The lithium row

Lithium is the one row with the wrong sign. PBE0 gives it a polarisability of 147.8 bohr³ against a tabulated 164.1, which is 9.9 % too low, while the other eleven atoms all come out too high. Relative to the tabulated values, which are the recommended ones of the 2018 compilation, boron and carbon are high by 10 and 12 %, the third period by 3 to 8 %, and oxygen, fluorine and neon by about 1 % or less. Every row is in its stated ground configuration, with ⟨S²⟩ within 0.01 of the pure value, so no wrong state explains the pattern. Two approximations are on trial: the functional, and the one-oscillator formulas that link the columns of the table.

PySCF 2.14.0, coupled PBE0 response of one real unrestricted determinant, non-relativistic, for neutral atoms in their ground configurations; basis aug-cc-pVQZ for Li to Mg, aug-cc-pV(Q+d)Z for Al to Ar. The polarisability alpha is static and averaged over orientations, C6 is for two like atoms from the Casimir-Polder integral, and S(-4) is a Cauchy moment.

```
species   Z  electrons  configuration  polarisability (bohr^3)  largest over smallest component  C6 (hartree bohr^6)  S(-4) (a.u.)  4 C6 / (3 alpha^2) (hartree)  tabulated polarisability (bohr^3)
     Li   3          3       [He] 2s1                    147.8                             1.00                 1197         28300                         0.073                              164.1
      B   5          5   [He] 2s2 2p1                    22.61                             1.36                110.0           345                         0.287                               20.5
      C   6          6   [He] 2s2 2p2                    12.69                             1.23                50.80          95.2                         0.421                               11.3
      O   8          8   [He] 2s2 2p4                    5.366                             1.20                16.17          14.0                         0.749                                5.3
      F   9          9   [He] 2s2 2p5                    3.747                             1.14                10.10          6.10                         0.959                               3.74
     Ne  10         10           [Ne]                    2.685                             1.00                6.518          2.83                          1.21                              2.661
     Mg  12         12       [Ne] 3s2                    74.87                             1.00                671.9          3020                         0.160                               71.2
     Al  13         13   [Ne] 3s2 3p1                    62.43                             1.61                554.0          2290                         0.189                               57.8
     Si  14         14   [Ne] 3s2 3p2                    39.85                             1.31                325.6           657                         0.273                               37.3
      P  15         15   [Ne] 3s2 3p3                    26.50                             1.00                196.2           229                         0.372                                 25
      S  16         16   [Ne] 3s2 3p4                    20.10                             1.21                137.7           121                         0.454                               19.4
     Ar  18         18           [Ar]                    11.38                             1.00                66.38          30.0                         0.683                              11.08
```

Four quantities, one spectrum

All computed columns except the ratio of components come from one orientation-averaged dipole spectrum, with excitation energies ω and oscillator strengths f. In atomic units the orientation-averaged polarisability at imaginary frequency u, the moments S(k) and the dispersion coefficient are

α(iu) = Σ f / (ω² + u²)
S(k) = Σ f ω^k
C6 = (3/π) ∫ α(iu)² du, u from 0 to ∞

The static polarisability α is S(−2). S(−4) weights the lowest excitations still more strongly. S(0) counts total strength and should equal the number of electrons N. If all strength sat at one frequency w, then α(iu) = α/(1 + u²/w²), the integral would be α²wπ/4, and

C6 = (3/4) α² w

The column 4 C6/(3α²) inverts this London formula and so defines w for a real spectrum. The number of electrons that an oscillator at w needs to give the right α is N_eff = w²α.

When one oscillator is enough

A second frequency follows from the static moments alone:

w4 = √(α / S(−4))

Give each excitation the weight p = f/(ω²α); the weights sum to one, and α(iu)/α is the average of 1/(1 + u²/ω²). This function is convex in 1/ω², whose average is S(−4)/α, so α(iu) lies above the oscillator curve with w4. It is concave in ω², whose average is S(0)/α, so α(iu) lies below the curve with √(S(0)/α). Integration gives

(3/4) α² w4 ≤ C6 ≤ (3/4) √S(0) α^1.5

That all rows obey these bounds tests nothing, since any spectrum with positive strengths does. Their tightness is what informs. The ratio w/w4, which is also the computed C6 divided by its lower bound, is 1 for a single line and grows as the spectrum spreads. It is 1.01 for Li and 1.02 for Mg, where one ns→np resonance carries nearly all of α, and the lower bound misses the computed C6 by under 2 %. For the p atoms it misses by 9 to 19 %.

The spread rises steadily from 1.12 at B to 1.24 at Ne, but stays at 1.10 to 1.12 from Si to Ar. One possible reason, not tested here, lies in the d states, to which much of the p strength should go. The second shell has no d orbital, so the 2p strength would be smeared far into the continuum, while 3p→3d gathers strength closer to threshold. The ns→np strength, which fades as the p shell fills, may also play a part. Aluminium, at 1.15, is the widest of its period, as fits a loosely held 3p electron beside a more tightly held 3s pair.

The upper bound has the form of the Slater-Kirkwood formula. With the S(0) of the same calculations it overshoots C6 by 54 to 104 %, partly because core electrons add to S(0) at frequencies too high to matter, and partly because the valence strength is itself spread over a wide range. Putting in the valence count instead is no longer a bound, but it is still high in all twelve rows: 2 % for Mg, 13 % for Li, 16 to 23 % from Al to Ar and 27 to 43 % from B to Ne. N_eff shows why. Neon answers like 3.9 electrons rather than 8, argon like 5.3.

Even with w taken from the computed C6, the shape of α(iu) is wrong. For carbon the single oscillator is 4 % too high at u = 0.2 hartree, 16 % too low at u = 1 and 42 % too low at u = 5; phosphorus behaves much the same. At large u the true curve tends to S(0)/u² and the model to N_eff/u², which for carbon is 2.25 in place of 5.48. The fitted w works through a cancellation between low and high u, and that cancellation need not survive in a property that weights the frequencies differently.

Lithium worked through

Since Li is almost a single line, its error can be split into strength and frequency. From the table,

w4² = 147.8 / 28300 = 0.005223, w4 = 0.0723 hartree
f = α w4² = 147.8 × 0.005223 = 0.77

The 2s→2p resonance lies at about 0.068 hartree, a rough recalled value. The computed w4 is 6 % above it. Keeping the strength and restoring the frequency gives

α = 0.772 / 0.068² = 167 bohr³

against the tabulated 164.1. The frequency alone thus implies an error of −11.5 % where −9.9 % is found, and two figures in the recalled value fix the estimate only to about 1.5 %. The fault lies in the position of the resonance, hardly in its strength. No fitted constant enters here.

There is a cross-check. At fixed strength w is proportional to α^(−1/2), so C6 goes as α^1.5. For Li, (147.8/164.1)^1.5 = 0.855, an error of −14.5 %; relative to a theoretical reference value of 1392, the computed C6 of 1197 is low by 14.0 %. Magnesium passes the same check, +7.8 % predicted and +7.3 % found. Its split into strength and frequency is less sharp: a rough recalled resonance of 0.16 hartree implies an error in α of +3.3 % where +5.2 % is found, and two figures fix that estimate only to about 6 %. For these two atoms an error in α returns about one and a half times larger in C6.

Whether PBE0 or the basis stiffens this resonance is not settled: too few diffuse functions would also lower α, and convergence with them was not tested. If it is the functional, the table cannot show why. The 2s and 2p orbitals share a shell, so the gap depends less on the far tail of the potential than on how the penetrating 2s electron is treated inside the core. A guess, untested here, is that semi-local exchange and correlation bind a lone s electron outside a closed core too strongly relative to p.

The sum rule and the basis

S(0)/N is below 1 in every row: 0.75 for Li, 0.89 to 0.95 from B to Ne, and only 0.41 for Mg. This is the plainest sign of an incomplete basis. A valence basis has few tight functions into which core electrons can be excited. The step from Mg to Al supports that reading: the rows Al to Ar were run with an added tight d function, the (Q+d) variant of the basis, and the deficit drops from 12 − 4.90 = 7.1 to 13 − 9.33 = 3.7 electrons, though the element changes too.

If the lost strength lies above the core edge, it can add to α at most (N − S(0))/edge². For Li, with a rough recalled edge of 2.2 hartree, that is 0.75/2.2² ≈ 0.15 bohr³, against a shortfall of 16.3. For C and P, with the core orbital energies of the same calculations as edges, the limits are 0.005 and 0.14 bohr³. Magnesium is the exception: with a rough recalled edge of 1.8 hartree the limit is about 2 bohr³, beside an error of 3.67. Added strength can only raise α, so it would worsen every positive error. C6 samples higher frequencies and is more exposed.

The bound says nothing about the diffuse end. Too few diffuse functions lower α, and convergence there was not tested. The close agreement of F and Ne may therefore be partly a cancellation between a soft functional and a stiff basis.

Why most atoms come out too soft

An electron far from a neutral atom should feel −1/r. In PBE0 only the quarter of exact exchange cancels the self-repulsion at long range, so the tail is too shallow. The highest orbitals of C and P lie at −0.281 and −0.277 hartree, some 3 eV above minus the rough recalled ionisation energies of 0.41 and 0.39. Much of this offset should cancel between occupied and excited levels. A residue that makes the outer density too easy to displace is expected, but it is not computed here.

The simplest model lets all excitations be too low by one amount D at fixed strength. Then α scales as 1/w², and

α / α_tab = (1 + D/w)²

A soft atom, with small w, suffers the larger relative error. D was fitted by least squares to √(α/α_tab) − 1 = D/w on the six atoms whose majority-spin p shell is full (O, F, Ne, P, S, Ar), chosen because they cannot mix s² with p². The result is 0.0085 hartree or 0.23 eV, with an rms residual of 1.0 percentage point; a constant error of +2.4 % leaves 2.0 points. Outside the fit, silicon gives (1 + 0.0085/0.273)² = 1.063 against +6.8 % found, and aluminium +9.2 % against +8.0 %.

The success is narrower than it looks. Row by row the shift is 0.20 to 0.30 eV from Al to Ar but 0.02 to 0.15 eV for O, F and Ne, so it describes the third-period p atoms and overshoots O, F and Ne. Phosphorus weighs most in the fit, and its tabulated 25 is rounded to ±2 %; the 5.3 of oxygen is rounded to ±0.9 %, nearly the size of its error. The choice of w rather than w4 as the frequency shifts D by 10 to 24 %. Relativity is absent from the calculation. The parameter (Z/137)², 0.2 % for C and 1.7 % for Ar, measures it for electrons close to the nucleus and is no estimate of the change in α of a screened valence shell; in atoms this light relativity is too small to explain the large errors. The fit shows that the errors are compatible with a small softening, not that the tail causes it.

For the s atoms the model fails outright. It predicts +11 % for Mg, about twice the error found, and +25 % for Li. A shift that belongs to excitations out of a p shell does not carry over to an ns→np resonance within a shell, and w/w4 near 1 identifies the rows to which it must not be applied.

Boron and carbon

B and C exceed the shift model by 4.3 and 8.2 points. A known candidate is near-degeneracy: with empty 2p orbitals of both spins, the 2s² pair mixes with 2p², which lowers the ground state and weakens the 2s→2p transition, and a single determinant captures this only in part. From nitrogen on the channel is closed, which fits the small errors of O, F and Ne. But it is open in Mg, Al and Si as well, and they show no matching excess. As an explanation of these two rows it stays a guess.

The references also disagree about the size of the excess. Relative to theoretical reference values, C6 is high by 10.6 % for B and 9.0 % for C, where α^1.5 scaling would give 15.8 and 19.0 %. Read backwards, the C6 error of carbon corresponds to 1.090^(2/3) = 1.059, only 6 % in α. For F and Ne the mismatch runs the other way: C6 is high by 5 to 6 % although α agrees within 1 %. Either fixed-strength scaling fails for wide spectra, or the C6 references, which come from other sources than the tabulated α, are not consistent with it. The numbers cannot separate the two.

Anisotropy is not the warning sign

The column largest over smallest component compares the diagonal elements of the polarisability tensor of one fixed real determinant. B, Al, O and S have one large component, along the singly occupied p orbital in B and Al and the doubly occupied one in O and S; C, Si and F have one small component. Without spin-orbit coupling this is not the tensor of the real ground level, and the J = 0 or 1/2 levels of B, C, Al and Si have no static tensor polarisability at all. Only the mean can be set against the tabulated value.

The ratio does not flag the error. Phosphorus is spherical and 6 % high, oxygen has a ratio of 1.20 and is 1 % high, and aluminium, the most anisotropic at 1.61, errs less than carbon at 1.23. Over the eleven rows other than Li the error correlates with the ratio at 0.51 and with 1/w at 0.52; neither single marker orders the whole set, and S(0)/N, at −0.17, does not at all.

Reading a new row

Form w/w4 first. It needs the computed C6, so it sorts atoms and does not predict C6. Near 1, as expected for sodium, the atom is close to one resonance. If the strength is right, the error of α is then about minus twice the relative error of the resonance energy, and its sign must be checked against that line, since Li and Mg differ. Where C6 is not at hand, the kind of atom tells what to expect: here the London formula with w4 is good to 2 % for the two s atoms and 9 to 19 % low for the p atoms, for which the valence-count formula is 16 to 43 % high. A third-period p atom such as chlorine, with w between those of S and Ar, should come out about 3 % too polarisable, and a second-period atom with empty p orbitals deserves the least trust among the p atoms until a correlated calculation in a doubly augmented basis shows how much of the 10 to 12 % belongs to the functional.
